**Q:** I've been comparing the two ends of this AlNi series. Shortening every edge by 5% gives a pressure of 34 GPa, but lengthening every edge by 5% gives a pull of only 17 GPa. Why doesn't the crystal resist both equally?

AlNi, single-point calculations with Ansatz 0.2.0: PBE, scalar-relativistic, PAW, without spin polarization, plane-wave cutoff 420 eV, 20×20×20 k mesh, Gaussian smearing of 0.15 eV. Energies are taken at zero smearing, relative to the elements' standard crystals in PBE; pressure and stress are positive in compression.

```
volume (Å³/atom)  shortest distance (Å)  energy over elements (eV/atom)  pressure (GPa)  stress xx (GPa)  stress zz (GPa)
          10.381                  2.380                          -0.492           34.22            34.22            34.22
          11.222                  2.443                          -0.616           14.28            14.28            14.28
          12.107                  2.505                          -0.652            0.01             0.01             0.01
          12.228                  2.514                          -0.652           -1.53            -1.55            -1.49
          13.038                  2.568                          -0.621          -10.02           -10.02           -10.02
          14.016                  2.631                          -0.537          -16.89           -16.89           -16.89
```

**A:** First find where it is at rest. At 12.107 Å³ per atom the pressure is practically zero and the energy is lowest, so your two rows lie equally far from there in edge length. Positive pressure means that the cell pushes outwards, negative that it pulls inwards. Now, what does a pressure measure?

**Q:** Force per area. And the squeezed cell has smaller faces.

**A:** That is the first part of the answer. Suppose the energy well were perfectly symmetric in edge length, so that both cells exerted the same force. Spread over a smaller face on one side and a larger one on the other, that force would still give pressures in the ratio (1.05/0.95)² = 1.22. The calculation gives 2.03, so the force itself must differ, by a factor of 1.66.

**Q:** So squeezing really does meet a stronger force. Where does it come from?

**A:** From the way binding depends on distance. When the atoms are pushed together, their outer electrons are confined to less space and pressed into the neighbours' inner shells, which the exclusion principle makes costly. That cost climbs ever more steeply. When atoms are pulled apart, the overlap that binds them fades, so the restoring force grows more slowly than the stretch. This is the standard theory of cohesion; the calculation gives only the total and doesn't separate repulsion from attraction.

**Q:** Could I get the ratio from the electrons' kinetic energy alone?

**A:** You need an attraction as well, or nothing holds the crystal together. The simplest choice is an electron gas: kinetic energy goes as 1/L² and electrostatic attraction as 1/L, where L is the edge. Zero pressure at the resting volume fixes their balance, and the one remaining constant cancels from the ratio. The result is 1.65 instead of 2.03. The direction is right, but the stiffening is too weak. Fitted to the six rows, this form pushes too little in the squeezed cell and pulls too much in the stretched one, plausibly because an even gas has neither inner shells that keep the outer electrons out nor bonds that fade as overlap is lost.

**Q:** What would do better?

**A:** A form that lets binding die away as atomic overlap does, roughly exponentially with distance. Let y be the edge divided by its resting value, and write the energy as −E₀(1 + a)e⁻ᵃ, with a = s(y − 1). Here E₀ sets the depth of the well and s how fast binding decays. The slope of this energy gives the force, and dividing by the face area gives the pressure:

P = 3B · (1 − y)/y² · exp[s(1 − y)]

B is the bulk modulus at rest, the pressure needed per relative change of volume when that change is small. The factor 1/y² is your face area, and the exponential is the stiffening.

**Q:** Let me try the squeezed cell, with y = 0.95.

**A:** Use B = 160 GPa and s = 5.1, which come from a fit to the pressures of all six rows, yours included. Without the exponential you get 3 × 160 × 0.05/0.95² ≈ 27 GPa. The exponential, exp(5.1 × 0.05), multiplies this by 1.29 and brings it to about 34 GPa.

**Q:** For the stretched cell the exponential must then divide by 1.29. I start from about 22 GPa of pull and end near 17 GPa.

**A:** Yes, and that is the asymmetry you asked about. The formula follows every row to about 0.05 GPa, as the printed output after this text shows. It has one more adjustable constant than the electron gas, so the close fit supports the shape of the curve but doesn't prove the microscopic cause.

**Q:** If the exponent is proportional to the strain, half the strain should give roughly the square root of the ratio. That would be about 1.4.

**A:** Check it with the rows at 11.222 and 13.038 Å³, whose edges are changed by 2.5%. Their pressures are 14.28 and −10.02 GPa, a ratio of about 1.4. The imbalance fades towards the resting volume, where an ordinary spring becomes a good description. Across the whole series the stiffness falls steadily, from 256 GPa between the two most squeezed rows to 95 GPa between the two most stretched.

**Q:** Yet the energies at the ends look less lopsided than the pressures. I find a cost of 0.16 eV per atom for squeezing and 0.115 for stretching.

**A:** Energy adds up the force along the whole path from rest. Near the start of that path both directions meet almost the same force, and the difference builds up gradually from there. The ratio of the costs is therefore 1.4, below the 1.66 between the final forces. Face area drops out, because energy is force times distance.

**Q:** The squeezed alloy still has an energy over elements of −0.49 eV per atom. Does it therefore remain favoured over the elements at 34 GPa?

**A:** That can't be read from this column, which compares the alloy with the elements in their standard, uncompressed crystals. Under pressure, what counts is energy plus pressure times volume. For the squeezed alloy the second term is already 2.2 eV per atom, and the compressed elements would have their own, which the table doesn't contain.

**Q:** One row still bothers me. At 12.228 Å³ the energy is the same as at rest, but the cell pulls with 1.53 GPa.

**A:** The energies agree only as printed. Close to rest, the pressure grows in proportion to the displacement, but the energy only as its square. Before rounding, this row lies 0.6 meV per atom higher, which is what the average pull times the change in volume gives. Pressure is thus the more sensitive sign that a cell is slightly off its resting volume.

**Q:** Its stress along z also differs from that along x and y. Is that noise?

**A:** No, this cell isn't quite a cube. Its z edge is shorter than the other two by 0.06 to 0.09%, so it is stretched a little less along z and pulls a little less there. Dividing the stress difference of 0.054 GPa by that edge difference gives a stiffness against this change of shape of roughly 60 to 90 GPa. The range is wide because the edges are known only to rounded values. The distortion is so slight that the row still belongs on the same pressure curve.

**Q:** Can I trust the soft, stretched end as much as the rest?

**A:** As a PBE curve for this nonmagnetic, undistorted crystal, yes: there too the energies match the pressures. But magnetism was switched off throughout, and widening the spacing between atoms generally makes magnetic moments easier to form. Symmetry also makes the forces on the atoms vanish, so they can't reveal whether the stretched crystal would rather distort. Whether AlNi pulled to 14.016 Å³ per atom would stay in this state is the question that these rows leave open.

Numerical output:

```
fit of pressure on 6 rows: coefficient of gasterm 499.8 +/- 19; rms 1.42, worst 14.016 -2.69, leave-one-out rms 2.46
fit of pressure on 6 rows: coefficient of u/y**2*exp(s*u) 479.1 +/- 0.36, s 5.1; rms 0.0258, worst 14.016 0.05, leave-one-out rms 0.0501
Energy cost above the minimum in meV/atom:
     row  edge_ratio  computed  from_pressure_fit  symmetric_well
  10.381        0.95     160.6                161           135.6
  11.222       0.975     36.74              36.92            33.9
  12.107           1         0                  0               0
  12.228       1.003       0.6              0.592          0.5987
  13.038       1.025     31.21              31.19           33.95
  14.016        1.05       115              114.8           135.8
Pressure in GPa and stiffness in GPa from the row above to this row:
     row  electron_gas  exponential  middle_volume  stiffness
  10.381         32.28        34.23            n/a        n/a
  11.222         14.17         14.3           10.8        256
  12.107             0            0          11.66        188
  12.228        -1.632       -1.554          12.17      154.9
  13.038        -11.04       -10.04          12.63      132.4
  14.016        -19.58       -16.84          13.53      94.98
Bulk modulus at equilibrium from the exponential form, GPa: 159.7
Pressure ratio, 5% squeezed to 5% stretched: 2.026
Same ratio for a well symmetric in edge length: 1.221
Same ratio for the electron-gas form: 1.648
Computed ratio after removing the face area: 1.659
Energy cost ratio, 5% squeezed to 5% stretched: 1.396
Pressure times volume in the most squeezed row, eV/atom: 2.217
Energy of the 12.228 row above the minimum, meV/atom: 0.6
Same difference from mean pressure times volume change, meV/atom: 0.574
Stress splitting of the tetragonal row, GPa: 0.05368
Smallest edge difference allowed by rounding, percent: 0.05975
Largest edge difference allowed by rounding, percent: 0.08716
Shear stiffness C11-C12 for the largest edge difference, GPa: 61.58
Shear stiffness C11-C12 for the smallest edge difference, GPa: 89.83
```
